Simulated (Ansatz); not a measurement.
## Loss of H2: C2H2F2 → C2F2 + H2

Species: C2H2F2 (1,2-difluoroethene) `F/C=C/F`, singlet; C2F2 `FC#CF`, singlet; H2 (hydrogen), singlet. 

Shapes, held fixed at every level: PBE0-D4/def2-TZVP. Programs: Ansatz 0.2.0. The zero-point and thermal change to 298 K, harmonic and unscaled (PBE0-D4/def2-TZVP), is -25.5 kJ/mol.

```csv
level,kind,ΔH(298 K) (kJ/mol),less CCSD(T)/CBS estimate,CPU time (sum over the molecules)
r2SCAN-D4/def2-TZVPP,meta-GGA,+324.1,+11.0,10 s
r2SCAN0-D4/def2-TZVPP,global hybrid,+330.9,+17.8,9.8 s
wB97X-V/def2-TZVPP,range-separated hybrid,+322.6,+9.5,15 s
B2PLYP/def2-TZVPP,double hybrid,+307.3,-5.8,9 s
MP2/def2-TZVPP,perturbation theory,+303.7,-9.4,–
CCSD(T)/def2-TZVPP,coupled cluster or CI,+312.4,-0.7,43 s
CCSD/def2-TZVPP,coupled cluster or CI,+315.3,+2.2,–
CCSD(T)/CBS estimate,coupled cluster or CI,+313.1,0.0,2.1 min
```

The highest level, CCSD(T)/CBS estimate, gives ΔH(298 K) = +313.1 kJ/mol; the levels span +303.7 to +330.9. The column of differences is taken from that level and isn't an error. No measured value is set beside it here. The CBS estimate extrapolates MP2 from def2-TZVPP and def2-QZVPP and adds CCSD(T) − MP2 in the triple-zeta set, cores frozen; for H2 it overshoots the exact energy by about 1 mEh. Times are processor times on shared x86 and Arm servers, and rough.

Removing H2 from 1,2-difluoroethene is strongly endothermic at every level, since the new π bond and the H–H bond don't repay the two C–H bonds lost. Fluorine makes the cost markedly higher than for ethene itself. It prefers carbon orbitals rich in p character, whereas the alkyne carbon offers one rich in s, and its lone pairs also repel the filled π system of the triple bond.

The spread among methods probably reflects how each treats correlation in the compact, electron-rich triple bond. MP2 tends to overbind such π systems and gives the lowest value, +303.7 kJ/mol, while adding triples to CCSD lowers the enthalpy only modestly. That small shift, and the close agreement between the two CCSD(T) entries, suggest that neither strong multireference character nor the basis set governs the result. The reaction enthalpy supports a high thermodynamic cost for difluoroethyne, but it doesn't establish the barrier or whether H2 loss can compete with HF elimination.
